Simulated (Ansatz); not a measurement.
Level of theory: DFT PBE, scalar-relativistic, plane waves, PAW in Ansatz. All cells share a 420 eV cutoff and Γ-centred k meshes spaced at most about 0.3 Å⁻¹ (about 0.25 or finer for metals, 2π included). No spin polarisation in the final relaxations.

Temperature and zero-point effects are left out.

Two forms of Ta₃N were relaxed alike.

A.

```xyz
4
Lattice="2.8951 0.0000 0.0000 0.0000 2.8951 0.0000 0.0000 0.0000 8.5880" Properties=species:S:1:pos:R:3 pbc="T T T"
Ta    1.4475    1.4475    7.2539
Ta    1.4475    1.4475    1.3341
Ta    1.4475    1.4475    4.2940
N     0.0000    0.0000    4.2940
```

B.

```xyz
4
Lattice="5.6746 0.0000 0.0000 -2.8373 4.9143 0.0000 0.0000 0.0000 2.8021" Properties=species:S:1:pos:R:3 pbc="T T T"
Ta    1.3647    2.4883    0.0000
Ta    0.0000    4.8520    0.0000
Ta   -1.3647    2.4883    0.0000
N     2.8373    1.6381    1.4011
```

Question: Which would you expect to be lower, and how large is the difference?

Answer: A is lower, by 100 meV/atom. A has space group P4/mmm (No. 123), 18.0 Å³/atom and no gap on its mesh; B has space group P-6m2 (No. 187), 19.5 Å³/atom and no gap. Counting Ta atoms around N (those within 1.25 times the shortest such distance or 1.15 times the sum of covalent radii), A has N 4 and B has N 6. The denser one is the lower, and pressure would at first widen the difference. Even the lower one lies +0.50 eV/atom against the reference forms of the elements (uncorrected), so neither is stable at this level. Both come from invented guesses. A third cell relaxed alike, in R-3m, lies 1.07 eV/atom below the lower of the two.

Spin–orbit coupling, which can matter for Ta, is left out. Cells relaxed within their symmetry can be saddle points.

The ordering runs against a simple count of Ta-N contacts: A is lower although its nitrogen has fewer Ta neighbours. Those contacts are shorter, in a square-planar site, whereas B holds nitrogen in a trigonal prism, so coordination number alone is a poor guide to bond energy here. The metal framework probably matters as much. Tantalum gains much of its cohesion from a partly filled 5d band and favours dense packing, yet A has a nearly simple-cubic Ta lattice, and B stacks kagome-like Ta layers directly over one another, leaving empty channels. Lost Ta-Ta bonding is thus a likely reason why both lie above the elements despite strong Ta-N bonds.

The R-3m cell shows that the composition itself is not to blame, since it falls well below the elements. Beside that gap, the 100 meV/atom between A and B ranks two unfavourable packings and says little about the ground state. Whether even the R-3m cell would resist separation into tantalum and a nitrogen-richer nitride remains untested.
